Question: Where does the SCDFT gap equation come from, and how does it give the Tc formula with μ*?

Papers on density functional theory for superconductors (SCDFT) start from a BCS-like gap equation with an extra term −Z_k Δ_k and a kernel K_kk′. How does it follow from a Hohenberg–Kohn argument, and what is Z? For step-shaped kernels it should give Tc ∝ exp[−(1+Z)/(λ − μ*)] and a gap that changes sign. I would like every step, and a number for aluminium with the typical λ = 0.43.

Answer

Conventions: ħ = k_B = 1 until the numbers, β = 1/T, μ_c is the chemical potential, k = (band, wave vector), ξ_k is measured from μ_c, N0 is the density of states per spin at ξ = 0, ω_n = (2n+1)πT. Singlet pairing, no magnetic field, no spin–orbit coupling.

1. Densities and the theorem

Let H0 hold the kinetic energies of electrons and nuclei and all their Coulomb interactions. Following Oliveira, Gross and Kohn (1988), extended to quantum nuclei by Lüders, Marques and co-workers (2005), add three external fields:

H = H0 + ∫ v n̂ + ∫ V Γ̂ − ∫∫ [Δ_ext*(r,r′) ψ↓(r′)ψ↑(r) + h.c.].

They couple to the electron density n(r), the diagonal Γ(R1, R2, …) of the nuclear density matrix, and the anomalous density χ(r,r′) = ⟨ψ↓(r′)ψ↑(r)⟩. The pair field is needed because H0 conserves particle number, so χ = 0 in a finite system without it. One takes the thermodynamic limit first and Δ_ext → 0 afterwards; a superconductor is a system in which χ survives.

The proof is Mermin's. Ω[ρ] = Tr ρ(H − μ_c N + T ln ρ) has its strict minimum at the Gibbs state. Suppose two sets of fields, differing by more than a constant in V, give the same (n, χ, Γ). Their Gibbs states differ, since ln ρ fixes H − μ_c N up to a constant. Using ρ2 as trial state for H1 gives Ω1 < Ω2 + U1 − U2, where U_i is the coupling of fields i (μ_c included) to the common densities. Exchanging 1 and 2 and adding gives Ω1 + Ω2 < Ω1 + Ω2. So the densities fix ρ, and

Ω = F[n,χ,Γ] + ∫(v − μ_c) n + ∫ VΓ − ∫∫(Δ_ext* χ + c.c.),

with F universal and Ω minimal at the true densities. Stationarity in χ* gives δF/δχ* = Δ_ext.

2. Kohn–Sham system

Assume that non-interacting electrons in fields v_s(r), Δ_s(r,r′) reproduce n and χ. Their functional F_s = T_s − TS_s obeys δF_s/δχ* = Δ_s by the same argument. Write F = F_s[n,χ] + F_nuc[Γ] + Hartree terms in n and Γ + F_xc, which defines F_xc; everything in F − F_s that depends on χ sits there. Subtracting the two stationarity conditions and letting Δ_ext → 0,

(1) Δ_s(r,r′) = −δF_xc/δχ*(r,r′).

Expand in the normal-state orbitals φ_k of v_s, with φ_−k = φ_k* by time reversal. For pairs of zero total momentum, lattice periodicity couples k↑ only to −k↓, in any band. The decoupling approximation keeps the same-band elements Δ_k = ∫∫ φ_k*(r) Δ_s(r,r′) φ_k(r′):

H_s = Σ ξ_k c†_kσ c_kσ − Σ_k (Δ_k c†_k↑ c†_−k↓ + Δ_k* c_−k↓ c_k↑).

This is an approximation. The pair response (1 − f − f′)/(ξ + ξ′) is large, up to β/4, only if both states lie near μ_c, which for different bands at one wave vector happens only near degeneracies.

Each pair (k↑, −k↓) is a four-state problem. The two singly occupied states have energy ξ. The empty and doubly occupied states mix through the matrix [[0, −Δ*], [−Δ, 2ξ]], with eigenvalues ξ ± E, E = √(ξ² + |Δ|²). The partition function is e^(−βξ)(2 + 2cosh βE), so Ω_k = ξ − 2T ln[2cosh(βE/2)]. Since ∂Ω_k/∂Δ* = −⟨c_−k↓ c_k↑⟩ and ∂E/∂Δ* = Δ/2E,

(2) χ_k = Δ_k tanh(βE_k/2)/(2E_k).

3. The gap equation

H0 is invariant under ψ → e^(iθ)ψ, which sends χ → e^(2iθ)χ. Each term in the expansion of F_xc therefore has as many χ as χ*. If the expansion exists and the transition is continuous,

F_xc = F_xc(χ=0) + Σ χ_k* f_kk′ χ_k′ + O(|χ|⁴), so Δ_k = −Σ f_kk′ χ_k′ + O(χ³).

Changes of n and Γ are O(|χ|²), so ξ_k and the phonons are those of the normal state. The matrix f has two kinds of entries. Scattering of a pair from k′ to k gives K_kk′, each element of order 1/volume. Dressing of the two electrons while the pair stays in k gives a diagonal D_k of order one: f = D_k δ_kk′ + K_kk′. With

P(ξ) = tanh(βξ/2)/(2ξ) = T Σ_n 1/(ω_n² + ξ²) > 0,

χ_k = P_k Δ_k to linear order. Define Z_k = D_k P_k. Then

(3) Δ_k = −Z_k Δ_k − ½ Σ_k′ K_kk′ tanh(βE_k′/2) Δ_k′/E_k′.

Below Tc, (3) keeps the non-linearity of (2) but drops the quartic part of F_xc, which also contributes at cubic order. At Tc both vanish, E → |ξ|, and within decoupling the linear equation is complete:

(4) (1 + Z_k) Δ_k = −Σ_k′ K_kk′ P_k′ Δ_k′.

Tc is the highest T at which (4) has a non-zero solution. Only χ and Tc carry the theorem's guarantee; Δ_k is an auxiliary potential, not the spectroscopic gap.

4. What Z and K look like

Demand that the interacting χ_k equal the Kohn–Sham one. For the spinor (c_k↑, c†_−k↓) the inverse Green function is [[iω_n ζ_n − ξ, φ_n], [φ_n, iω_n ζ_n + ξ]], where iω_n(1 − ζ_n) and φ_n are the normal and pairing self-energies (φ real). Its off-diagonal inverse element, to linear order in φ, gives χ = T Σ φ_n/(ω_n²ζ_n² + ξ²); ζ = 1, φ = Δ returns PΔ. Expand about that point to first order in ζ − 1 and φ − Δ and set the change of χ to zero:

(5) P Δ = T Σ φ_n/(ω_n² + ξ²) − 2Δ T Σ ω_n²(ζ_n − 1)/(ω_n² + ξ²)².

As premise take the Migdal one-phonon self-energy built from Kohn–Sham propagators, a flat particle–hole symmetric band, one mode Ω with λ(j) = λΩ²/[Ω² + (2πTj)²], and a static repulsion μ/N0 whose normal part is absorbed in ξ:

ω_n(ζ_n − 1) = πT Σ_m λ(n−m) sgn ω_m,
φ_n = Σ_k′ T Σ_m [λ(n−m) − μ] Δ_k′/[N0(ω_m² + ξ′²)].

Kernel. Dividing (5) by P and comparing with (4), N0 K = μ − ⟨λ(n−m)⟩, the average taken with the normalised weights T/[P(ξ)(ω_n² + ξ²)] and T/[P(ξ′)(ω_m² + ξ′²)]. For T ≪ |ξ|, |ξ′| the weights are Lorentzians of half-widths |ξ|, |ξ′|; their convolution has half-width |ξ| + |ξ′|, and averaging λΩ²/(Ω² + ω²) over it gives

(6) N0 K = μ − λΩ/(Ω + |ξ| + |ξ′|).

For |ξ| of order T ≪ Ω the weight sits at frequencies far below Ω, and (6) still holds up to terms of order T/Ω.

Diagonal term. For n ≥ 0 the negative-m terms cancel all positive-m terms except j = −n … n, so ω_n(ζ_n − 1) = πT Σ_(j=−n..n) λ(j). This is λω_n for ω_n ≪ Ω and saturates above Ω, where ζ_n − 1 falls as 1/ω_n. For |ξ| ≪ Ω put ζ − 1 = λ. Writing ω² = (ω² + ξ²) − ξ² gives T Σ ω²/(ω² + ξ²)² = P + (ξ/2)P′, and ξP′/P = βξ/sinh βξ − 1, so

(7) Z(ξ) = λ[1 + βξ/sinh(βξ)], |ξ| ≪ Ω.

Thus Z = λ, the mass enhancement, on the plateau T ≪ |ξ| ≪ Ω. It reaches 2λ in a thermal layer at ξ = 0 and dies out above Ω.

5. The two-step model

Replace these shapes by steps at a cutoff ωc of the order of the phonon energy, on a band −E_F < ξ < E_F of constant N0:

Z(ξ) = Z for |ξ| < ωc, otherwise 0;
N0 K = μ − λ if both |ξ|, |ξ′| < ωc, otherwise μ.

With Σ_k′ → N0∫dξ′, the right side of (4) depends on ξ only through which region it lies in, so Δ = Δ1 inside and Δ2 outside. This form is forced by the kernel. Define

L = ∫_0^ωc tanh(βξ/2) dξ/ξ, M = ∫_ωc^E_F tanh(βξ/2) dξ/ξ;

the ½ in P is cancelled by the two signs of ξ. Then (4) reads

(8a) (1 + Z)Δ1 = (λ − μ)LΔ1 − μMΔ2,
(8b) Δ2 = −μLΔ1 − μMΔ2.

From (8b),

(9) Δ2 = −μ* L Δ1, μ* = μ/(1 + μM).

Insert in (8a): 1 + Z = L[λ − μ + μ²M/(1 + μM)]. Since μ − μ²M/(1 + μM) = μ/(1 + μM),

(10) 1 + Z = (λ − μ*) L.

The integrals. With x = βξ/2 and X = βωc/2, parts give L = ln X tanh X − ∫_0^X ln x sech²x dx. Expanding sech²x = 4Σ(−1)^(n−1) n e^(−2nx) gives ∫_0^∞ x^s sech²x dx = 2^(1−s) Γ(s+1) η(s), with η the alternating zeta function (the series for s > 1, its continuation below). With η(0) = ½ and η′(0) = ½ ln(π/2), this equals 1 at s = 0 and its s-derivative is −ln 2 − γ + ln(π/2) = ln(π/4) − γ, γ being Euler's constant. For X ≫ 1,

L = ln(2e^γ ωc/πT) + ε, M = ln(E_F/ωc) − ε, 2e^γ/π = 1.134.

Here ε = ∫_ωc^∞ (1 − tanh(βξ/2)) dξ/ξ ≈ 2e^(−βωc)/(βωc), as follows from adding and subtracting 1/ξ above ωc. Dropping ε, M is independent of T and L rises monotonically on cooling, so (10) has one root if λ > μ* and none otherwise:

(11) k_B Tc = 1.13 ωc exp[−(1 + Z)/(λ − μ*)], μ* = μ/[1 + μ ln(E_F/ωc)],

(12) Δ2/Δ1 = −μ*(1 + Z)/(λ − μ*).

This μ* is the pseudopotential of Morel and Anderson (1962). The condition is λ > μ*, not λ > μ, and 1/μ* = 1/μ + ln(E_F/ωc) bounds μ* by 1/ln(E_F/ωc) however strong the repulsion. For any μ > 0 the ratio (12) is negative, and as P > 0 the physical amplitude χ_k changes sign with Δ_k. The reason is visible in the sum that a constant repulsion samples: Σχ_k/N0 = LΔ1 + MΔ2 = LΔ1(1 − μ*M) = LΔ1/(1 + μM). The negative outer part cancels some of the inner part and lowers the amplitude for finding the two electrons at one point. Z multiplies only the inner gap, so M and μ* carry no factor 1 + Z.

6. Aluminium

Inputs: the typical λ = 0.43 and Z = λ from the plateau of (7); ωc = k_B Θ_D with the compiled Debye temperature 428 K (Wikipedia, temperature not stated), i.e. 36.88 meV; a typical free-electron E_F = 11.7 eV. Intermediate values are carried unrounded.

For μ use Thomas–Fermi screening. V(q) = 4πe²/(q² + k_TF²) with k_TF² = 8πe²N0 (Gaussian units, N0 per volume) gives N0V = (k_TF²/2)/(q² + k_TF²). The average over a spherical Fermi surface has weight q dq/(2k_F²) on 0 < q < 2k_F, so μ = (b/2) ln(1 + 1/b), b = k_TF²/4k_F² = 1/(π k_F a0). With k_F a0 = √(E_F/Ry) = 0.927, b = 0.343 and μ = 0.234.

M = ln(E_F/ωc) = 5.76, 1 + μM = 2.35, μ* = 0.0997,
λ − μ* = 0.330, L = 1.43/(λ − μ*) = 4.33,
Tc = 485 K × e^(−L) = 6.4 K, Δ2/Δ1 = −0.43.

Here βωc = 67, so ε is irrelevant. To see what each piece does: Z = 0 gives 24 K, μ = 0 gives 17 K, and the unreduced μ in place of μ* gives 0.33 K. The slope ∂ln Tc/∂μ* = −(1 + Z)/(λ − μ*)² is −13, so Tc is far more sensitive to μ* than its small value suggests.

7. Size of what the steps leave out

Thermal layer. Keeping (7) inside ωc makes (1 + Z(ξ))Δ the constant quantity there. With g = 2x/sinh 2x, Δ = Δ1(1 + λ)/(1 + λ + λg), and since g tanh x/x = sech²x, equations (8) hold with L → L − δ,

δ = ∫_0^∞ λ sech²x dx/(1 + λ + λg) = 0.25,

which multiplies Tc by e^(−δ) = 0.78.

Coulomb cutoff. Doubling the upper limit E_F adds ln 2 to 1/μ* and raises Tc by 9 per cent.

Soft phonon edge. This one is large. Kernel (6) has fallen to half at |ξ′| = Ω and has a tail that reaches the region where Δ is negative. Model it by the separable form −λ w(ξ)w(ξ′), w = ωc/(ωc + |ξ|), which equals (6) with Ω = ωc when either energy vanishes, and keep the step in Z. Then (1 + Z(ξ))Δ = Aw + B, and with I[y] = ∫_0^E_F y tanh(βξ/2) dξ/[ξ(1 + Z(ξ))],

A = λ(A I[w²] + B I[w]), B = −μ(A I[w] + B I[1]).

Put ℓ = I[w], a = I[w] − I[w²], M′ = I[1] − I[w], μ′ = μ/(1 + μM′). Eliminating B gives 1 + λa = λℓ − λμ′ℓ²/(1 + μ′ℓ) = λℓ/(1 + μ′ℓ), so

(13) ℓ = (1 + λa)/[λ − μ′(1 + λa)].

For a step w, w² = w, a = 0 and ℓ = L/(1 + Z), which is (10). For the soft w and T ≪ ωc ≪ E_F, in units of ωc, (1 − w)/ξ = 1/(1 + ξ) integrates to ln 2 on (0,1), w/ξ to ln 2 on (1,∞), and w(1 − w)/ξ = 1/(1 + ξ)² to ½ on each. Hence ℓ = (L − ln 2)/(1 + Z) + ln 2, a = ½/(1 + Z) + ½ = 0.850 and M′ = M − Z ln 2/(1 + Z) = 5.55. Then μ′ = 0.102, ℓ = 4.69, L = 6.41 and Tc = 0.80 K, lower by a factor of 8.

Both temperatures are the model's, not aluminium's. Aluminium typically superconducts below about 1.2 K, so the sharp step with ωc = k_B Θ_D is high by roughly a factor of five and the soft edge is low by about a third. The step grants the full attraction λ up to the top of the phonon spectrum and shields it from the negative part of the gap.

8. Range of validity

Equation (1) is exact given non-interacting representability. Equation (4) adds decoupling, an expansion of F_xc in χ and a continuous transition; (3) below Tc also omits quartic terms of F_xc. The shapes (6) and (7) rest on first-order matching, Migdal's approximation (ωc ≪ E_F), an isotropic particle–hole symmetric band and a static Coulomb kernel, which leaves out plasmon and spin-fluctuation dynamics. Within the step model, (11) and (12) are exact up to e^(−ωc/Tc) and need Tc ≪ ωc ≪ E_F and λ > μ*. Soft edges change the exponent through the combination 1 + λa, so the step form is the limit λa ≪ 1, and even there a shifts L by an amount of order one, which has to be absorbed in ωc. For μ > 0 the negative outer gap outlives the soft edge, because B < 0 while w → 0; only the place of the node moves. The logarithmic reduction of μ and the factor 1 + Z also survive, while the prefactor 1.13 belongs to the sharp cutoff, and at λ = 0.43 formula (11) fixes Tc only to an order of magnitude.